Q: Suppose I could squeeze or stretch a diamond crystal equally in all directions. What would happen to its band gap, and could you tell me the gap at a volume for which you have no result?

A: Two volumes in the table below can serve as the trial. All cells are the same diamond crystal, computed with the PBE density functional at different volumes per atom. The shortest distance is the carbon–carbon bond length. The band gap is the smallest energy step from any filled state to any empty one. The least direct gap is the smallest step between states of the same crystal momentum, the kind light can drive without help from lattice vibrations.

Diamond in its two-atom cell at several volumes, computed with Ansatz 0.2.0: PBE, scalar-relativistic, plane waves with PAW, no spin polarization. The cutoff is 420 eV, the k mesh 12×12×12 and the Gaussian smearing 0.05 eV wide. Both gaps are Kohn–Sham gaps taken from the points of the k mesh.

```
volume (Å³/atom)  shortest distance (Å)  band gap (eV)  least direct gap (eV)
           5.177                  1.498          4.376                  5.849
           5.278                  1.508          4.329                  5.795
           5.421                  1.521          4.263                  5.721
           5.672                  1.544          4.160                  5.594
           5.694                  1.546              ?                      ?
           5.931                  1.568          4.064                  5.475
           6.132                  1.585          3.990                  5.384
           6.198                  1.591          3.966                  5.354
           6.592                  1.624              ?                      ?
```

Q: What do the known cells tell you before any theory comes in?

A: Both gaps shrink at every known step of expansion. From the smallest known cell to the largest, the band gap loses 0.41 eV and the least direct gap 0.495 eV. As fractions the order is reversed: the losses are 9.4% and 8.5%. The two gaps therefore respond alike, but not identically.

The same calculations show that the gap joins the same two places in every known cell. The highest filled state sits at Γ, the point of zero crystal momentum. The lowest empty state found lies two thirds of the way from Γ to X, a point on the zone's boundary. The trend is thus a gradual shift of the same pair of levels, with no change of partners. Diamond's true conduction minimum lies nearer three quarters of the way, between the points sampled, so the listed band gaps are slightly high even for PBE.

Q: Why should a longer bond mean a smaller gap?

A: Begin with two equal orbitals on neighbouring atoms, each of energy ε. If a coupling of strength W joins them, they form a bonding and an antibonding level:

E = ε − W and E = ε + W

The step between the levels is 2W. Pull the atoms far apart and the orbitals no longer overlap, so W and the step vanish. Push them together and both grow.

In diamond the bonding levels are filled and the antibonding ones empty, so the gap inherits this behaviour. The picture fits best at Γ, where the states on either side of the gap are bonding and antibonding combinations of carbon p orbitals. The lowest empty state towards X is a more complicated mixture, and there the two-orbital picture is only a guide. The table shows the narrowing; that weaker coupling causes it is an argument from theory, since the coupling was not computed separately.

Q: That gives me the direction. How do you get the rate?

A: Consider two limits. Stretch the crystal and imagine every electron wave stretching with it. If only kinetic energy mattered, energies would fall as the inverse square of the bond length d, because kinetic energy goes as one over wavelength squared. If only the electrical forces between charges mattered, energies would fall as 1/d. The volume V grows as d³, so the limits become:

kinetic limit: gap ∝ V^(−2/3)
electrical limit: gap ∝ V^(−1/3)

Start from the cell at 5.672 Å³ per atom, which is close to zero pressure. The kinetic limit then makes the band gap fall by 0.50 eV across the known range, against the 0.41 eV computed. The electrical limit, with half the exponent, gives roughly half that fall. Diamond's band gap lies between the two, nearer the kinetic one. The two are yardsticks, not strict bounds. The atomic cores do not stretch with the crystal, and the kinetic and electrical parts of a gap can have opposite signs, which can carry the exponent outside this range in other materials.

Q: So you let the exponent find its own value?

A: Yes. The model is a power law:

gap = A × (V₀/V)^s

Here V₀ is 5.672 Å³ per atom, A is the model's gap at that volume, and s is the exponent. A least-squares fit to the seven known cells gives s = 0.54 for the band gap and 0.49 for the least direct gap. Both lie between the limits of one third and two thirds. That agrees with the scaling argument without proving it, and the exponents should not be read as shares of kinetic and electrical energy.

Q: My handbook gives a deformation potential, one constant for the whole material. Why not use that?

A: That constant is the change of the gap per relative change of volume, and using it means drawing a straight line against ln V. For the band gap, the slope among the three most compressed cells is −2.45 eV per unit of ln V. Among the three most expanded known cells it is −2.23 eV. The line therefore has to bend, and the power law bends the right way. For the least direct gap the known cells hardly favour one law over the other, so there the choice rests on the physical argument.

Q: Then commit yourself. What are the missing gaps?

A: Take the band gap of the large cell, at 6.592 Å³ per atom, as the worked case. The fit gives A = 4.162 eV and, with one more digit, s = 0.543:

gap = 4.162 eV × (5.672/6.592)^0.543 = 4.162 eV × 0.922 = 3.84 eV

The same steps give 5.20 eV for the least direct gap. I attach ±0.02 eV to each. Both should be the smallest of the series, with the gap still wide open and still indirect.

The cell at 5.694 Å³ per atom is barely larger than its neighbour at 5.672. Both gaps should lie about 0.01 eV below that neighbour's. The model's own values are 4.153 eV for the band gap and 5.583 eV for the least direct gap, each ±0.005 eV.

Q: Where do those error bars come from?

A: They are judgements, not statistical confidence limits. Between known cells, the main risk is unevenness of a few thousandths of an electronvolt from one calculation to the next. The table is also a selection: runs that failed or met a known fault of the program were left out, so the series may look smoother than the full set would. Beyond them, the form of the law matters too. At the large cell, the power law and the straight line, fitted to the same seven cells, already differ by about 0.01 eV. A different state taking over as the band edge would be a separate failure and would put the gap below my forecast.

Q: Let me see the computed values.

The withheld rows as computed:

```
volume (Å³/atom)  shortest distance (Å)  band gap (eV)  least direct gap (eV)
           5.694                  1.546          4.151                  5.583
           6.592                  1.624          3.831                  5.187
```

A: All four lie within their ranges. For the cell at 5.694, the band gap forecast is 0.002 eV too high, and the least direct gap agrees to the last digit shown. For the large cell, the model's values before rounding were 3.836 eV for the band gap and 5.197 eV for the least direct gap, too high by 0.005 eV and 0.010 eV. The gap is still indirect, since the band gap remains well below the least direct one.

Q: Should I be equally impressed by all four?

A: No. The cell at 5.694 differs from its neighbour by only 0.4% in volume, so almost any smooth curve through the known cells would come close. That success shows that the new calculation joins the series smoothly, but it hardly tests the physics. The large cell is the harder trial, because it lies outside the range that fixed the model.

There the least direct gap gives the most instructive miss. It used half of its error bar, and the straight line did better, with 5.184 eV against the computed 5.187 eV. The power law expects the fall to slacken as the crystal expands, and this gap slackened less than expected. For the band gap the two laws miss by similar amounts on opposite sides. One cell beyond the range cannot decide which law would hold further out.

Q: Do you know why the direct gap kept falling so briskly?

A: Not from these data. One possibility is that the coupling between neighbouring orbitals weakens faster than a fixed power of distance once the bonds are long, since the tails of atomic orbitals decay exponentially. That is a guess. Testing it would take more expanded cells and a separate calculation of the coupling.

Q: The notes supplied with the data mark the large cell as weakly bound and lacking a dispersion correction. Should that worry me?

A: Not for the gap. The calculation itself converged without any warning, as did the one at 6.132, which the notes mark in the same way. The remark comes from the data makers' tests on other systems, not from these runs. It concerns missing dispersion forces, which matter when molecules or layers are held together loosely. Here each atom has strong covalent bonds to its neighbours, and even in the large cell these are only 1.624 Å long. The usual pairwise dispersion correction would change the energy and the pressure, but at fixed atomic positions it would leave the bands as they are.

The real caution is mechanical. The largest known cell, at 6.198 Å³ per atom, is already under a uniform tension of about 31 GPa, and the large cell is stretched further still. It probes how the gap responds; it is not a working condition.

Q: Which figures can I use in practice?

A: Near zero pressure, a volume increase of 1% lowers the computed band gap by about 0.54%, or roughly 0.02 eV. If you measure length instead, uniform stretching by 1% changes the volume by about 3% and lowers the gap by roughly 0.07 eV. This holds for equal strain in all directions. A film stretched only in its plane loses the cubic symmetry, and its levels can split in ways this series does not contain.

Use these figures for changes, not for the gap itself. At 5.672 Å³ per atom PBE gives 4.160 eV, while the measured gap is roughly 5.5 eV, a recalled value. The calculation also leaves out the motion of the nuclei, but in diamond that motion lowers the gap, so including it would widen the disagreement. The shortfall is the familiar one of this kind of functional. My error bars cover the forecast of a PBE result, not its distance from experiment.

Q: Could I use the same rule for silicon?

A: Not for its indirect gap. Silicon has the same crystal structure and also has its lowest empty states on the way to X, yet its indirect gap shrinks under compression, where diamond's widens. One explanation, not tested here, is that empty d orbitals mix into silicon's state near X and hold it down as the atoms approach; carbon has no such orbitals at a comparable energy. The direct gap at Γ between bonding and antibonding p states is the better place to expect the same direction, because there the two-orbital picture applies in both crystals. The exponent fitted for diamond need not carry over. For any other material, ask first which two states bound the gap, and only then how their separation changes with bond length.
